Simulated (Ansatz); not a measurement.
Ligand exchange: GeH3(CH3) + HOI → GeH3I + CH4O

Species: GeH3(CH3) (methyl germane), singlet; HOI (hypoiodous acid) `OI`, singlet; GeH3I `[GeH3][I]`, singlet; CH4O (methanol) `CO`, singlet. The partners trade CH3 for I: Ge–CH3 and O–I bonds give way to Ge–I and O–CH3.

Shapes, held fixed at every level: PBE0-D4/def2-TZVP. Programs: Ansatz 0.2.0. The zero-point and thermal change to 298 K, harmonic and unscaled (PBE0-D4/def2-TZVP), is +7.6 kJ/mol.

Question: Estimate ΔH(298 K) of this reaction.

Answer: The highest level, CCSD(T)/def2-TZVPP, gives ΔH(298 K) = -135.3 kJ/mol; the levels span -173.3 to -128.2. The column of differences is taken from that level and isn't an error. No measured value is set beside it here. For atoms past krypton def2 sets carry core potentials with scalar relativity. Relativity is left out for Ge unless named. Correlated rows may include outer-core shells of Ge, I, which these sets cover unevenly.

| level | kind | ΔH(298 K) (kJ/mol) | less CCSD(T)/def2-TZVPP |
| --- | --- | --- | --- |
| HF/def2-TZVPP | Hartree–Fock | -173.3 | -38.0 |
| PBE-D4/def2-TZVPP | GGA | -128.2 | +7.1 |
| r2SCAN-D4/def2-TZVPP | meta-GGA | -137.2 | -1.9 |
| B3LYP-D4/def2-TZVPP | global hybrid | -134.3 | +1.0 |
| r2SCAN0-D4/def2-TZVPP | global hybrid | -150.3 | -15.0 |
| MP2/def2-SVP | perturbation theory | -166.3 | -31.0 |
| CCSD/def2-SVP | coupled cluster or CI | -167.5 | -32.2 |
| CCSD(T)/def2-TZVPP | coupled cluster or CI | -135.3 | 0.0 |

The exchange is strongly exothermic at every level, and the thermal term of +7.6 kJ/mol is far too small to affect the sign. The main driving force is probably the loss of the weak O–I bond, in which diffuse iodine 5p orbitals overlap poorly with compact oxygen 2p orbitals and lone pairs repel, in favour of a strong C–O bond. Formally this is also a redox step: iodine, positive when bound to oxygen, becomes the negative partner of germanium, while the methyl carbon is oxidised.

Hartree–Fock gives the most exothermic value, -173.3 kJ/mol, probably because missing correlation leaves the lone-pair-rich O–I bond underbound. Adding exact exchange to r2SCAN shifts the result the same way, but B3LYP lies slightly above r2SCAN, so exchange admixture alone doesn't order the functionals. MP2 and CCSD nearly coincide in the smaller basis, yet their distance from CCSD(T) mixes basis-set and triples effects and can't be assigned to either.
